How far does a crystal give way when it is pressed, and why does it give way less and less? In gallium nitride of the zincblende type each atom has four neighbours at the corners of a regular tetrahedron. The symmetry holds the angles of this tetrahedron fixed, so pressure can only shorten the bonds. The volume therefore records how the energy of the crystal depends on a single length, that of the Ga–N bond, to which all other distances are tied.

Zincblende GaN, with cell and atoms relaxed at each pressure and the symmetry kept, calculated with Ansatz 0.2.0 using the PBE functional, scalar-relativistic PAW datasets, a plane-wave cutoff of 420 eV and a 10×10×10 k mesh. Volume changes are relative to the cell at practically zero pressure, with 11.76 Å³ per atom.

```
pressure (GPa)  volume per atom (Å³)  volume change (%)
            -3                 11.98               1.83
            -1                 11.83               0.59
             1                 11.70              -0.57
             2                 11.63              -1.12
             3                 11.57              -1.66
             4                 11.51              -2.19
             6                 11.39              -3.19
             9                 11.22              -4.60
            12                 11.07              -5.91
            16                 10.88              -7.52
            20                 10.70              -9.00
            25                 10.50             -10.70
            30                 10.32             -12.26
            40                 10.00             -15.02
            50                  9.71             -17.41
```

The volume change is counted from the cell at practically zero pressure, and negative pressure means that the crystal is pulled. The volume falls smoothly, with no irregular row. The last two drops look large only because the rows there lie 10 GPa apart. Per gigapascal the crystal loses 0.58 % of its original volume near zero pressure, but only 0.24 % between 40 and 50 GPa.

The rows at −3 and 3 GPa show the stiffening in its simplest form. The pull enlarges the volume by 1.83 %, while an equal push reduces it by only 1.66 %. In a block of constant stiffness the two numbers would be nearly equal. The crystal is thus already softer on the stretched side and harder on the compressed side, and the flattening at high pressure continues what begins here.

The reason lies in the balance that sets the bond length. Electrostatic attraction and the sharing of electrons pull the atoms together. As the atoms come closer, their electron clouds overlap more and have less room. The Pauli principle then forces electrons into states of higher kinetic energy, and this pushes the atoms apart. The push grows more steeply than the pull as the bond shortens, and both change faster the shorter the bond is, so every further step inwards has to be bought with a larger rise in pressure. The outputs do not split the total energy into these parts, so this division into pull and push is argued from standard physics and is not read from the table.

The stiffness of a solid against uniform pressure is its bulk modulus K, the pressure rise divided by the fraction of the present volume that is lost. Taken between neighbouring rows it rises at every step, from about 172 GPa near zero pressure to about 350 GPa between 40 and 50 GPa. The modulus doubles although the bonds shorten by only 6 % up to 50 GPa. Put differently, a bond shorter by 1 % makes the crystal stiffer by roughly 12 %.

Not all of the flattening is stiffening. Even with a constant modulus, each gigapascal would remove the same fraction of a volume that is already smaller. The row at 50 GPa separates the two effects. If the initial slope went on, the loss there would be 29 %; a constant modulus would give 25 %; the calculation gives 17.4 %. About a third of the flattening is therefore plain geometry, and the other two thirds come from the rise of the modulus. Part of that rise is geometry as well. Pressure is force per area, so even a bond that acted as a perfect spring is expected to raise the modulus by 1 GPa for each gigapascal at the start, roughly a quarter of the rise found here.

The picture of a gentle pull and a steep push can be turned into a formula. Let r be the bond length, r₀ its value at zero pressure, and let the energy be

E = −A/r + B/rⁿ

where A and B set the strength of pull and push, and n is larger than 1. Pressure is the fall of energy per gain in volume, P = −dE/dV. Since V is proportional to r³, dividing the force along the bond by r² gives one term in 1/r⁴ and one in 1/rⁿ⁺³. The two must cancel at r₀. With u = r₀/r and the bulk modulus K₀ at zero pressure, this leads to

P = [3K₀/(n − 1)] · (uⁿ⁺³ − u⁴)

The first term in the round brackets is the push and the second is the pull. At u = 1 they cancel, and under compression the first runs away from the second.

The two constants were fitted to the eleven rows from −3 to 20 GPa, which gives K₀ = 172.4 GPa and n = 6.1. The row at 50 GPa was not part of the fit and can serve as a test. Its volume is 0.8259 of the original, so u is the inverse cube root of this number, 1.066. The push term is then 1.787, the pull term 1.291, and the factor in front is 3 · 172.4/5.1, or about 101.4 GPa. The product is close to 50.3 GPa, which is 0.6 % above the pressure at which the cell was relaxed.

This small miss has a direction. From 25 GPa upwards the formula asks for slightly too much pressure, and the excess grows with compression. This pair of powers appears to make the crystal stiffen a little too fast when the formula is carried far beyond the range of the fit. The miss should not be read too finely: during the relaxation at 25 GPa the pressure of one and the same cell moved from 25.00 to 24.64 GPa between two steps, apparently when the plane-wave basis was renewed, and that shift is as large as the miss at 50 GPa. Which of the two terms is to blame can't be told from volumes alone.

Nor does the good agreement identify the forces. An attractive energy in 1/r² together with a repulsive energy of correspondingly lower power, with the same initial modulus and the same initial rise, gives a pressure at the smallest volume that is lower by only 0.14 GPa, which even halves the miss. For a pull in 1/rᵐ and a push in 1/rⁿ the initial rise of the modulus is (m + n + 6)/3, so the volumes fix the sum of the two powers and say little about the gap between them. The value n = 6.1 is therefore no measurement of the repulsion, and the 1/r term is no proof that the bonding is ionic. What the curve does fix is the initial modulus and how fast it grows: by 4.4 GPa for each gigapascal at the start, and by 4.0 on average up to about 45 GPa. The analysis printed below gives the fit and the modulus for each step.

For an estimate in practice, the useful quantity is the pressure divided by the initial bulk modulus. As long as this ratio is a few hundredths, a constant modulus overstates the volume loss here by about a tenth at most. At 50 GPa the ratio is 0.29, and ignoring the stiffening would overstate the volume loss by nearly half. A softer crystal reaches the same ratio at a lower pressure, so its curve should bend earlier; how strongly it bends depends on its own rise of the modulus.

Two limits matter when these volumes are applied to real gallium nitride. The density functional used here, PBE, tends to make this material somewhat too large and too soft, so the compression is probably slightly overstated. The symmetry of the cell was also kept throughout. Real gallium nitride normally has the wurtzite structure and is known to favour the denser rocksalt structure at roughly the highest pressures in the table. The last rows thus tell how zincblende would compress if it survived, and not that it does.

Printed output of the fit:

```
fit of pressure on 11 rows (pressure < 21): coefficient of u**(s+3) - u**4 101.4 +/- 0.016, s 6.102; rms 0.00455, worst 2 -0.00981, leave-one-out rms 0.00503
  rows outside the fit (model, value, miss): 25 25.02, 25, 0.0188; 30 30.06, 30, 0.065; 40 40.16, 40, 0.162; 50 50.3, 50, 0.296
Stiffness between each row and the row before:
  row  mid_pressure_GPa  bulk_modulus_GPa  volume_loss_%_per_GPa  GaN_bond_A  model_pressure_GPa
   -3               n/a               n/a                    n/a       1.982              -3.005
   -1                -2             163.2                   0.62       1.973              -1.001
    1                 0             172.4                   0.58       1.966              0.9979
    2               1.5             180.3                   0.55       1.962                1.99
    3               2.5             182.6                   0.54       1.959               2.993
    4               3.5               185                   0.53       1.955               4.007
    6                 5             194.6                    0.5       1.949                   6
    9               7.5             204.5                   0.47       1.939                   9
   12              10.5               217                 0.4367        1.93                  12
   16                14             231.8                 0.4025       1.919                  16
   20                18             247.9                   0.37       1.908                  20
   25              22.5             265.1                   0.34       1.896               25.02
   30              27.5             283.7                  0.312       1.885               30.06
   40                35             312.9                  0.276       1.866               40.16
   50                45             350.5                  0.239       1.848                50.3
Volume gain at -3 GPa divided by volume loss at 3 GPa: 1.102
Bond shortening from zero to 50 GPa (%): 6.177
Bulk modulus between 40 and 50 GPa over that near zero: 2.033
Mean rise of bulk modulus per GPa of pressure, 0 to 45 GPa: 3.958
Power of inverse bond length with which the bulk modulus rises: 12.02
Volume change at 50 GPa if the initial slope went on (%): -29
Volume change at 50 GPa with constant bulk modulus (%): -25.17
Share of the flattening at 50 GPa given by constant bulk modulus (%): 33.02
Bulk modulus at zero pressure from the fit (GPa): 172.4
Initial rise of bulk modulus with pressure from the fit: 4.367
Largest miss of the model in the rows from 25 to 50 GPa (GPa): 0.2963
Pressure of the other split less that of the model at the 50 GPa volume (GPa): -0.1394
```
